## Which valleys hold the carriers in GeSb₄Te₇?

Whoever doped GeSb₄Te₇ for a thermoelectric leg would have to decide whether the valley at the band edge is an adequate model of the carriers. If it is, one set of masses turns a carrier density into a Fermi level, and from there into an estimate of the thermopower. If other valleys hold a large part of the carriers, that conversion goes wrong even when the masses at the edge are exact. The calculated valleys below allow the choice to be examined for electrons and holes separately.

Band valleys of GeSb₄Te₇, calculated with Ansatz 0.2.0: scalar-relativistic PBE without spin polarization or spin-orbit coupling, plane waves and PAW, unrelaxed cell, 420 eV cutoff, k mesh 12×12×2 for the density (Gaussian smearing 0.05 eV) and 30×30×4 for the bands. Hole masses are counted as positive; n/a stands for a general point under place and for a mass above 10 m_e.

| row | valley distance from edge (eV) | valley edge | valley place | valley count | valley lightest mass (m_e) | valley heaviest mass (m_e) |
| --- | --- | --- | --- | --- | --- | --- |
| 1 | 0.000 | valence | A | 1 | 0.156 | 0.342 |
| 2 | 0.082 | valence | n/a | 6 | 0.111 | 0.769 |
| 3 | 0.089 | valence | n/a | 6 | 0.130 | 0.950 |
| 4 | 0.240 | valence | K-Gamma line | 12 | 0.173 | n/a |
| 5 | 0.000 | conduction | A | 1 | 0.099 | 0.338 |
| 6 | 0.020 | conduction | n/a | 6 | 0.077 | 0.271 |
| 7 | 0.134 | conduction | H-A line | 6 | 0.049 | 0.798 |

A valley is a local minimum of the conduction band or a local maximum of the valence band, and its distance from the edge is the energy needed to move a carrier there from the best valley. The valley count is the number of equivalent copies that symmetry makes. The masses, in units of the free-electron mass, say how slowly the band energy changes with wave vector: a heavy mass means a flat band. Γ is the centre of the Brillouin zone, and A is the centre of the zone face reached from Γ along the stacking axis $c$.

Both band edges lie at A, with one valley each. Just 0.020 eV above the conduction edge there is a set of six valleys (row 6), whereas the nearest sets of six in the valence band lie 0.082 and 0.089 eV from their edge (rows 2 and 3). The difference between these last two distances is too small to deserve an explanation. The contrast between 0.020 eV and more than 0.08 eV is what matters.

### Three explanations to weigh

The simplest idea is that carriers collect where their energy is lowest, so the edge valley always wins. The second is more tempting: a heavy valley has many states, so outer valleys should win when they are heavier than the edge valley. The third is that outer valleys win through their number, provided that they are not too far away in energy. All three contain some truth, and they can be compared once each is expressed as an energy.

Near its extremum a valley is roughly parabolic, and its surfaces of constant energy are ellipsoids. The volume of such an ellipsoid, and with it the number of states, grows as the square root of the product of the three principal masses. The table gives the lightest and the heaviest of these; the middle one comes from the same calculation. When carriers are few, each state is filled in proportion to a Boltzmann factor, so a set of valleys holds, relative to the edge valley,

$$\frac{p}{p_0}=N\,r\,e^{-\Delta/kT},\qquad r=\sqrt{\frac{m_1m_2m_3}{(m_1m_2m_3)_{\rm edge}}}.$$

Here $N$ is the valley count, $\Delta$ the distance from the edge, $k$ Boltzmann's constant and $T$ the temperature. Taking the logarithm and multiplying by $kT$ gives

$$kT\ln\frac{p}{p_0}=kT\ln N+kT\ln r-\Delta .$$

The first term is the gain from number, the second the gain or loss from mass, and the third the cost in energy. A set outweighs the edge valley when the sum is positive. The formula has no adjustable constant.

### The electrons: six light valleys beat one

Row 6 can be worked in full at 300 K, where $kT$ is 25.9 meV. Its middle mass is 0.083, and the edge valley of row 5 has the mass 0.099 in both directions within the layers:

$$r=\sqrt{\frac{0.077\times0.083\times0.271}{0.099\times0.099\times0.338}}=0.72,$$

$$\frac{p}{p_0}=6\times0.72\times e^{-20/25.9}=2.0 .$$

The six valleys together therefore hold about twice as many electrons as the valley at the edge. With the small contribution of row 7 included, this makes 65% of the electrons against 32%.

This result contradicts the first explanation, since the lowest valley does not hold the majority. It also contradicts the second, because each valley of row 6 is lighter than the edge valley and has only 0.72 times its density of states. In energy terms, mass costs the set 8 meV, while number gains it 46 meV. If each set had only one valley, the share of row 6 would fall from 65% to 25%.

Row 7 makes the case against heavy masses from the other side. One of its valleys has 2.8 times the density of states of the edge valley, the largest such ratio among the valleys counted here, and there are six of them. Yet the set holds only 3% of the electrons, because it lies 0.134 eV up. Its very light mass of 0.049 belongs to one direction only; the other two masses are large, and it is the product of all three that counts.

The number itself comes from symmetry. The point A lies on the threefold axis, and the operations of the crystal carry it into itself or into an equivalent point, so it stands alone. The valleys of row 6 lie off that axis but in mirror planes, and the same operations turn one of them into six. A band extremum that moves away from a point of high symmetry thus gains states through its copies, even if each copy is light.

### The holes: number is not enough

The valence band provides the control. Rows 2 and 3 also have six valleys each, and these valleys are somewhat richer in states than the one at the edge. If number and mass together settled the matter, whatever the energy, each of these two sets should outweigh its edge valley even more clearly than row 6 does. Instead, the edge valley keeps 63% of the holes.

Energy makes the difference. With their number and masses, the sets of rows 2 and 3 would draw level with the edge valley if they lay 50 and 57 meV from it, but they are more than 80 meV away. For row 6 the corresponding distance is 38 meV, and the actual one is about half of that. The third explanation survives only with its condition attached: number wins when the energy cost is small enough.

Even so, the two outer sets together hold 37% of the holes, so a single-valley model would be poor here too. Each valley of row 2 has a partner of row 3 in the same mirror plane, along the heavy direction of both, so the pair is probably one ridge with a shallow saddle; their sum means more than either share, and it still falls short of the edge valley. Row 4, at 0.24 eV, stands outside this count. The band there is almost flat in one direction, so a parabola is no guide and the maximum itself is weakly established. Its count of 12 belongs to a point slightly beside the K–Γ line; exactly on the line, symmetry would give six.

### A rule that can be carried over

At room temperature, a set of six valleys with masses like those of a single edge valley outweighs it if it lies within $kT\ln 6$, or about 46 meV. Doubling the density of states of each valley widens that window by $kT\ln2$, about 18 meV. For the valleys in this table, the gain from number is larger than any gain or loss from mass, but a much heavier valley could reverse that order.

The window grows with temperature, because the terms for number and mass are proportional to $kT$ while the distance is fixed. In this model, rows 5 and 6 hold equally many electrons near 160 K. Below that temperature the first explanation is right after all, and the edge valley dominates. This assumes that the bands themselves do not shift with temperature.

The Boltzmann factor holds while the Fermi level stays several $kT$ inside the gap. Under the heavy doping usual in thermoelectrics it comes close to the band edge or moves into the band. Free states then become scarce in the edge valley first, so the outer valleys take a growing part of the carriers. Within the parabolic model, the ratio of two to one for the electrons and the 37% of the holes in the outer valleys are therefore lower limits at 300 K.

### More states without slower carriers

The distinction between number and mass matters for transport. A high density of states keeps the Fermi level from moving far into the band at a given carrier density, which favours a large thermopower. If those states came from heavy masses in every direction, the carriers would also respond sluggishly to a field. Many light valleys avoid that penalty.

Row 6 shows how large the effect is. One valley with the density of states of the whole set would need a mass of 0.40. The inertial mass, which averages the inverse masses over the three directions and so describes the response to a field, is only 0.10. What this comparison leaves open is the scattering between valleys, which can take back part of the advantage.

### How far the answer can be trusted

The parabola can be tested along the stacking axis. Continued from A to Γ, it predicts a change of 0.18 eV in either band, while the calculated changes are 0.087 eV in the valence band and 0.101 eV in the conduction band. The bands level off because symmetry makes their slope vanish at Γ as well as at A; a simple cosine band would fall short of its parabola in a similar way whatever the length of the cell. What the long cell does is to make the whole width along $c$ small, only three to four $kT$ at 300 K. The edge valleys therefore probably hold somewhat more states than the parabola grants them, although the gain is expected to be modest, since most carriers stay within about $kT$ of the edge. The heaviest direction of the valleys of row 6 also lies close to $c$, however, so the short zone may add states there too, and it is not settled in which direction the ratio of two to one for the electrons errs. The dispersion along $c$ may also change when the unrelaxed tellurium layers facing each other across the gaps move closer together, as the calculated forces would have them do.

A more serious limit is the absence of spin-orbit coupling, which in related antimony tellurides strongly changes gaps, masses and the order of the edges. If row 6 lay only another 0.020 eV higher, its share would drop to 46% and its majority would be gone. Even without spin-orbit coupling this distance is not sharp: it was extrapolated from the slopes on a mesh whose steps are wider than the part of the valley that carriers fill at 300 K, so its uncertainty is expected to be a sizeable fraction of the 0.020 eV. The direct gap at A is equally provisional. The PBE functional also makes gaps too small, which tends to make the masses too light. The search also met a low-lying point of the conduction band near the Γ–M line, 0.048 eV above the edge, that did not settle into a minimum. The threefold axis carries it into the mirror plane of a valley of row 6, close to the heavy direction of that valley and only 0.028 eV above its bottom. It is therefore probably the flank of that valley, flatter than its parabola, which would favour row 6. Finally, only the top valence band and the lowest conduction band are counted; the next conduction band begins 0.133 eV above the edge, level with row 7, and the next valence band 0.183 eV below its edge, so both add a little.

For the decision at the start, this means that a single-valley model is unsafe for either type of carrier in the calculated band structure. Which valleys lead in a real sample has to be settled with spin-orbit coupling included, and with the mixing of germanium and antimony that the ordered cell leaves out. The quantity to watch in such a calculation is the distance of the sixfold sets from the edge, compared with a window of some 40 to 60 meV at room temperature.
